Before computing time goes into the vibrations of solid potassium, someone has to decide which crystal structures to carry forward. The energies below allow a firm cut: simple cubic and diamond can go, while hcp, fcc and dhcp should stay together. hcp comes out lowest, but by too little to prefer it to the other two. It is also only the zero of this energy scale. Ordinary potassium is body-centred cubic, and work on the real metal near room conditions should start there.

Potassium in six crystal structures, calculated with Ansatz 0.2.0 (DFT, PBEsol, scalar-relativistic PAW, plane-wave cutoff 420 eV) without spin polarisation. Fermi-Dirac smearing is 0.1 eV wide; energies are extrapolated to zero smearing and count from the lowest structure listed. Volumes and bulk moduli come from equation-of-state fits.

```
        structure  space group of the relaxed cell  neighbours within 15 % of the shortest distance  k mesh  energy above lowest (meV/atom)  neighbour distance (Å)  volume per atom (Å³)  bulk modulus (GPa)
              hcp                         P6_3/mmc                                               12   9×9×5                               0                   4.655                 71.02                3.71
              fcc                            Fm-3m                                               12   9×9×9                               2                   4.655                 71.01                3.70
             dhcp                         P6_3/mmc                                               12   9×9×3                               2                   4.655                 71.09                3.70
omega (AlB2-type)                           P6/mmm                                               14   6×6×8                              12                   4.439                 71.37                3.64
     simple cubic                            Pm-3m                                                6   8×8×8                             107                   4.255                 75.64                2.95
          diamond                            Fd-3m                                                4   7×7×7                             317                   4.082                104.63                1.31
```

**What happens**

The three lowest structures are built from the same close-packed layers and differ only in how these are stacked. Each atom has 12 neighbours at the same distance in all three, so neither the number of nearest neighbours nor their distance tells the stackings apart. The three energies lie within about 2 meV per atom of each other. Omega is 12 meV above hcp, simple cubic 107 meV and diamond 317 meV. The neighbour distances listed belong to the cells before the volume fit. This matters most for simple cubic, where the fitted volume implies 4.23 Å.

**Why even packing wins**

A potassium atom gives one loosely held electron to the metal, and these electrons spread into a nearly uniform gas between the ions. The energy of such a gas by itself depends on its density and not on where the ions sit. At a given volume, the arrangement matters first through electrostatics. Positive ions repel each other, and each is best screened when it sits in the middle of its own compact share of negative charge.

Close packing comes near this ideal because the ions are spread evenly. In simple cubic, ions crowd together along a few directions and leave large voids; in diamond the crowding is far stronger. The electrons in those voids are far from any ion, and the ions that touch are poorly screened from each other. As a rough guide to the large gaps, ask how close the nearest ions come at equal volume.

**How large the effect is**

For ions of charge one in a uniform gas, the electrostatic energy per atom is

$$E=-C\,\frac{e^2}{2r},$$

where $r$ is the radius of a sphere with the volume of one atom, $e^2$ is 14.4 eV Å, and $C$ is a pure number fixed by the geometry. The volume per atom of hcp gives $r=(3\times 71.02/4\pi)^{1/3}=2.57$ Å. For simple cubic, $C$ is lower than for close packing by about 0.032, a rough recalled value. The cost is then

$$\Delta E\approx\frac{0.032\times 14.4}{2\times 2.57}\ \text{eV}=0.090\ \text{eV},$$

or 90 meV per atom.

The fair comparison is with simple cubic squeezed to nearly the volume of hcp, where the full calculation puts it 110 meV above hcp. The estimate has no adjustable constant and falls short by about a fifth of that gap. It leaves out how the electrons rearrange around the ions and how the filled shells of close neighbours repel each other. Either could supply the rest, and these outputs do not separate them. The printed output after this text sets the same estimate beside the other structures.

For diamond, where $C$ is lower by about 0.12, again a recalled value, the estimate is 336 meV, against 317 meV in the table. This closeness flatters the model. The table compares each structure at its own volume, and squeezing diamond to the volume of hcp would widen the computed gap. At equal volume the estimate would then probably fall short, as it does for simple cubic. The energy that diamond regains by swelling hides this in the table.

Omega shows why a bare count of neighbours is a poor guide. The 14 neighbours and the distance of 4.439 Å in the table belong to one of its three atoms. The other two have 11 neighbours each, the nearest at 4.31 Å, which makes 12 neighbours on average, as in close packing. Counting therefore gives no reason for omega to lie higher. The electrostatic estimate, with $C$ taken from the calculation's own ion energies, puts it 7 meV up, which is the right direction and more than half of the computed gap.

A chemist would explain the high energy of diamond by its bonds. Each atom has four links to share out, but potassium brings one electron, which leaves half an electron per link where carbon or silicon has two. That is too few for pair bonds. In hcp the share per link is smaller still, so this count alone does not give the order of the structures. The links shorten by 12 % relative to hcp, yet the volume still grows by 47 %. These energies do not decide between the language of bonds and that of screened ions.

**How safe the order is**

The order among hcp, fcc and dhcp is not settled. The calculation smears the electron occupations and then corrects the energy back to zero smearing, and this correction supplies about half of the small gaps. Before it, fcc lies only 0.8 meV above hcp. The k meshes also differ between the structures, and their convergence is untested, so an error of a millielectronvolt is easy to imagine. In addition, hcp and dhcp kept the ideal ratio of layer spacing to neighbour distance, and a small uneven stress shows that their shape is not fully relaxed.

The two large gaps are of another kind. Smearing changes them by less than 2 meV. The calculation leaves out zero-point motion, but for potassium this amounts to roughly 10 meV per atom in total, and only the difference between structures would count. The atomic datasets were made for PBE and used here with PBEsol, a mismatch shared by all rows that should largely cancel. Omega stands between the two cases: its place above the close-packed group is likely, but deserves a check with a denser mesh.

Two conditions were imposed on the runs. Spin polarisation was switched off, so magnetic states were not tested. The structures were also held in their symmetry. Whether simple cubic or diamond potassium would survive a small distortion is untested, and neither should be treated as a form that could be made and kept.

**What would reverse it**

Among the close-packed structures, a denser mesh, a smaller smearing, another functional or the vibrations could change the order. For simple cubic to overtake hcp at 300 K, it would need about 4 $k_\mathrm{B}$ per atom of extra entropy, and diamond about 12. Melting a simple metal brings only about 1 $k_\mathrm{B}$ per atom, as a rough figure. Heat is therefore no realistic route to either.

Moderate pressure favours hcp further, because both open structures take up more room. Pulling would help them, but diamond would need a tension of roughly 1.5 GPa if the volumes stayed as they are. That is about 40 % of the bulk modulus of hcp, and the metal would tear first. Under very strong compression the outer electron takes on d character, and the picture of a simple electron gas no longer applies.

**What to do**

Drop simple cubic and diamond as candidates for the solid metal. If the choice between hcp, fcc and dhcp matters, recompute them in hexagonal cells of the same shape with matched k meshes, so that sampling errors largely cancel. Then reduce the smearing and add the vibrations. Until that is done, treat the three as equal in energy; their volumes and bulk moduli are practically the same anyway.

Printed output of the fit:

```
Energy above hcp in unscaled cells (meV/atom) and entropy needed at 300 K (kB/atom):
                row  zero smearing  free energy with smearing  entropy to close the gap
                hcp              0                          0                         0
                fcc          1.515                      0.785                   0.07736
               dhcp          2.015                      0.985                   0.07736
  omega (AlB2-type)          12.33                      11.11                    0.4642
       simple cubic          106.8                      107.3                     4.139
            diamond          317.3                      315.7                     12.26
Share of the fcc gap that comes from the smearing correction (%): 48.18
Share of the dhcp gap that comes from the smearing correction (%): 51.12
Electrostatic constant C of fcc from the run: 1.792
Electrostatic constant C of omega from the run: 1.789
Electrostatic estimate at the hcp volume against the table (meV/atom):
                row  estimate  computed
                hcp         0         0
                fcc         0         2
               dhcp         0         2
  omega (AlB2-type)     7.419        12
       simple cubic     89.68       107
            diamond     336.3       317
Electrostatic effect of a change of 0.0001 in C (meV/atom): 0.2803
Simple cubic above hcp at nearly equal volume (meV/atom): 109.7
Cost of squeezing diamond to 0.88 of its volume (meV/atom): 7.22
Volume of simple cubic against hcp (%): 6.505
Volume of diamond against hcp (%): 47.32
Contact distance of simple cubic against hcp (%): -8.593
Contact distance of diamond against hcp (%): -12.31
Volume rise of diamond if the contact distance had stayed that of hcp (%): 117.7
Average neighbours in omega over its three atoms: 12
Valence electrons per nearest-neighbour link in diamond: 0.5
Rough tension to favour diamond over hcp (GPa): 1.511
Rough tension to favour simple cubic over hcp (GPa): 3.711
```
